Q: We have a computed CdIn crystal made of flat layers, all cadmium in one and all indium in the next. It was strained by a few percent, and its free lengths were then allowed to relax. What should I look at first?

A: Look at what happens when the layers are squeezed and when they are stretched. "Biaxial ab" means that both in-plane lengths, a and b, are changed together while c, the length across the layers, adjusts. "Uniaxial c" means that c is set while a and b adjust. The energy change is counted per atom from the unstrained crystal, and a negative strain is a squeeze.

CdIn (P-6m2, 2 atoms per cell, a = 3.129, c = 5.799 Å, 24.58 Å³ per atom) under strain, with atoms and free cell lengths relaxed within the symmetry, so b changes as a does. Ansatz 0.2.0, scalar-relativistic plane-wave PAW, r2SCAN, no spin polarisation, cutoff 500 eV, k mesh 15×15×8. Gaussian smearing is 0.1 eV, with energies extrapolated to zero smearing.

| strain kind | strain (%) | cell freedom | energy change (meV/atom) | volume change (%) | a change (%) | c change (%) |
| --- | --- | --- | --- | --- | --- | --- |
| biaxial ab | -4.5 | length and tilt of c free | 42.8 | -5.24 | -4.50 | 3.90 |
| biaxial ab | -3.0 | length and tilt of c free | 18.7 | -4.32 | -3.00 | 1.69 |
| biaxial ab | -1.5 | length and tilt of c free | 4.3 | -2.32 | -1.50 | 0.68 |
| biaxial ab | 1.5 | length and tilt of c free | 2.9 | 0.61 | 1.50 | -2.34 |
| biaxial ab | 3.0 | length and tilt of c free | 0.8 | -1.29 | 3.00 | -6.96 |
| uniaxial c | -3.0 | lengths a and b free, angles held | 2.8 | -0.75 | 1.15 | -3.00 |
| uniaxial c | -1.5 | lengths a and b free, angles held | 1.2 | -0.76 | 0.37 | -1.50 |
| uniaxial c | 1.5 | lengths a and b free, angles held | 1.0 | 1.07 | -0.21 | 1.50 |
| uniaxial c | 3.0 | lengths a and b free, angles held | 4.3 | 2.29 | -0.35 | 3.00 |

Q: Squeezing the layers by 3 % costs 18.7 meV, but stretching them by 3 % costs only 0.8 meV. That is even less than the 2.9 meV for a stretch of 1.5 %. Is the last stretched row simply wrong?

A: It isn't an obvious error, but it no longer describes a small elastic deformation of the starting crystal. Look at its c length, which has shrunk by 6.96 %. The layers have been pulled wider and have also moved much closer together, so that the stretched crystal takes up less volume than before. It has changed its shape, and we have to ask why that shape is so cheap.

Q: Before that, what would a normal elastic response look like?

A: Treat the crystal as a spring. Let e be the in-plane strain as a fraction, V the volume per atom and K the stress per unit strain. The stress K·e does work along two axes, while c is free and contributes none, so adding up the work from zero strain gives an energy of V·K·e². For strain along c only one axis is driven, and the energy is half of that expression, with its own K.

Q: Can you work that out for the 3 % squeeze?

A: The calculated stress at the 1.5 % squeeze is 1.99 GPa, so K = 1.99/0.015 ≈ 133 GPa. With V = 24.58 Å³ and e² = 0.0009, the energy is 24.58 × 133 × 0.0009 ≈ 2.94 GPa·Å³. Since 1 eV/Å³ is 160.2 GPa, this is about 18 meV per atom, close to the computed 18.7 meV. The 3 % row played no part in setting K.

Q: And the same spring fails for the stretch?

A: Completely: it again predicts about 18 meV, where the calculation gives 0.8. The output below compares all rows with two such springs, one for each kind of strain, each set by a single stress at 1.5 % on the side where c/a grows. On that side they follow the energies to within 0.4 meV, except at the 4.5 % squeeze, where the spring is 1.6 meV too low. The large failure comes where c/a falls.

Q: Why should the ratio c/a matter so much?

A: Because it decides how evenly each atom is surrounded. An atom has six neighbours in its own layer and six in the layers above and below. In the unstrained crystal c/a is 1.85, and the neighbours in the adjacent layers are 0.29 Å farther away than those in the same layer. At the 3 % stretch c/a has dropped to 1.67 and the difference is only 0.05 Å, so the crystal has come close to a packing with twelve neighbours at equal distances.

Q: So it has exchanged a layered arrangement for a more even one?

A: Yes, and the calculated stress shows that this is a second low-energy region. At the 1.5 % stretch the layers still pull back, as a stretched spring does. At 3 % they push outwards with 0.46 GPa, which means that stretching them a little further would lower the energy. Somewhere between these two rows the energy passes over a top, or the relaxed c jumps from one value to another.

Q: Then why doesn't squeezing the layers find an equally easy way out?

A: Squeezing drives c/a upwards, away from the even packing. The crystal could keep its volume by lengthening c by about 2 % for each percent of squeeze, but at the 3 % squeeze it manages only 0.56 % for each percent. Most of the area that the layers lose is therefore lost as volume too, which falls by 4.32 %. Only about half of the work goes into this loss of volume, and the rest goes into the longer shape. Crowding the electrons raises their kinetic energy, and no second favourable shape shows up on this side to repay the cost.

Q: Does strain along c tell the same story?

A: It heads for the same region, now with c driven and the layers free to widen, but doesn't get there within these rows. Shortening c by 3 % and stretching the layers by 1.5 % produce almost the same shape, with c/a near 1.78 in both, and the energies are 2.8 and 2.9 meV. On the way, the stress along c drops from 0.66 GPa at 1.5 % compression to 0.50 GPa at 3 %, so the crystal yields more easily the further it is pushed. Pulling along c leads away from the even packing, and there the ordinary spring works well.

Q: How would I use this to guess the response to a strain that isn't in the table?

A: Ask first which way it moves c/a, and then whether the free lengths can keep the volume nearly constant. For this crystal, a combined strain that widens the layers and shortens c should meet little resistance, because it follows the path between the two regions. One that narrows the layers while c is held should be stiff, because it compresses the crystal and raises c/a at the same time. A single elastic constant for both directions would mislead you: at 1.5 % in-plane strain, the stress per unit strain is about 133 GPa for squeezing and 40 GPa for stretching.

Q: What makes two different shapes favourable in the first place?

A: Here we leave what the numbers show and turn to theory. In a simple metal, positive ions sit in a nearly uniform sea of electrons, and their mutual repulsion favours an even spacing. That speaks for the region at small c/a. The electrons can favour something else, because the periodic lattice scatters their waves and opens gaps at certain wavelengths. If the electrons fill the bands just up to such gaps, the occupied states are lowered and the crystal gains energy.

Q: And changing c/a moves those gaps?

A: It does, since they depend on the spacing of the atomic planes. A long c axis can place them where they help most for a given number of electrons. The same argument can be made for the long c axes of zinc and cadmium, and it is a reasonable one for the starting shape here. Between the two shapes the crystal may have lost much of the electronic gain without yet having the full benefit of even packing, which would produce a hump.

Q: Is there any sign of this in the calculation?

A: There is a hint in the density of states, the number of electron levels per unit energy, at the Fermi level. A rough value can be drawn from the smearing of the occupations. It is 0.46 per eV and cell in the unstrained crystal, about half of what free electrons would give, and rises to about 1.0 when c is shortened by 3 %. A low value fits a crystal whose bands are filled up to partial gaps, but only the bands themselves, followed along the strain, could settle the matter.

Q: One more row bothers me. In the last step of squeezing, from 3 % to 4.5 %, c suddenly grows much faster.

A: It does: that step adds 3.90 − 1.69 = 2.21 % to c, while the step before it added 1.69 − 0.68 = 1.01 %. The density of states has also risen by then, so the electrons may be rearranging on this side too. That is a guess, and a single row can't test it.

Q: Since the energy is still falling at the 3 % stretch, could the second shape be the more stable one?

A: It could, and these rows can't decide it. The lowest point of the second region wasn't located, and the energies at stake are tiny. Keeping the smearing contribution in the energy changes the 0.8 meV to about 0.35 and the 2.9 meV to 2.2. The order of the two stretched rows survives, but a finer mesh of electron waves or the vibrations of the atoms could shift such small differences.

Q: Would a real piece of this crystal follow the same path?

A: Only if it kept its hexagonal symmetry, as every relaxed cell here did. A crystal free to shear or to shift its atoms might find an easier way, and the hump would then be lower than it appears along this path. For a process that strains such a material, the useful warning is that a small energy after a large stretch need not mean a soft spring. It can mean that the crystal has crossed into another shape, and it may not return by itself when the load is removed.

Output of the analysis:

```
Shape of the relaxed cells:
         row  strain %    c/a  in-plane distance Å  interlayer distance Å  interlayer less in-plane Å  free-axis change per driven change with sign reversed
  biaxial ab      -4.5  2.016                2.988                  3.472                      0.4834                                                 0.8667
  biaxial ab        -3  1.943                3.035                   3.43                      0.3948                                                 0.5633
  biaxial ab      -1.5  1.894                3.082                  3.419                      0.3367                                                 0.4533
  biaxial ab       1.5  1.783                3.176                  3.373                      0.1976                                                   1.56
  biaxial ab         3  1.674                3.223                  3.277                      0.0543                                                   2.32
  uniaxial c        -3  1.777                3.165                  3.354                       0.189                                                 0.3833
  uniaxial c      -1.5  1.819                3.141                  3.383                      0.2424                                                 0.2467
  uniaxial c       1.5  1.885                3.122                  3.451                      0.3288                                                   0.14
  uniaxial c         3  1.916                3.118                  3.487                       0.369                                                 0.1167
Energy against one spring (meV/atom):
         row  strain %  computed  one spring  spring less computed  free energy change
  biaxial ab      -4.5      42.8       41.21                -1.587               42.35
  biaxial ab        -3      18.7       18.32               -0.3829                18.4
  biaxial ab      -1.5       4.3       4.579                0.2793                 4.2
  biaxial ab       1.5       2.9       4.579                 1.679                 2.2
  biaxial ab         3       0.8       18.32                 17.52                0.35
  uniaxial c        -3       2.8       4.215                 1.415                2.15
  uniaxial c      -1.5       1.2       1.054               -0.1461                 0.9
  uniaxial c       1.5         1       1.054               0.05387                   1
  uniaxial c         3       4.3       4.215              -0.08453                 4.2
Stress and electrons:
         row  strain %  driven stress GPa (compression positive)  stress per strain GPa  energy slope meV/atom per % strain  rough density of states per eV and cell
  biaxial ab      -4.5                                     6.154                  136.8                              -17.89                                   0.8067
  biaxial ab        -3                                      4.23                    141                              -12.42                                   0.6952
  biaxial ab      -1.5                                      1.99                  132.7                              -5.964                                   0.5026
  biaxial ab       1.5                                   -0.5939                  39.59                               1.833                                   0.9625
  biaxial ab         3                                     0.461                 -15.37                              -1.396                                   0.8074
  uniaxial c        -3                                    0.4955                  16.52                             -0.7545                                    1.005
  uniaxial c      -1.5                                    0.6622                  44.15                              -1.008                                   0.6908
  uniaxial c       1.5                                   -0.9159                  61.06                                1.42                                   0.4492
  uniaxial c         3                                    -1.822                  60.72                               2.859                                   0.5312
Reference c/a: 1.853
Reference interlayer less in-plane distance, Å: 0.2872
Energy of biaxial -3 % over that of uniaxial +3 %: 4.349
Reference rough density of states at the Fermi level, per eV and cell: 0.4601
Free-electron density of states for 5 electrons a cell, per eV and cell: 0.944
```
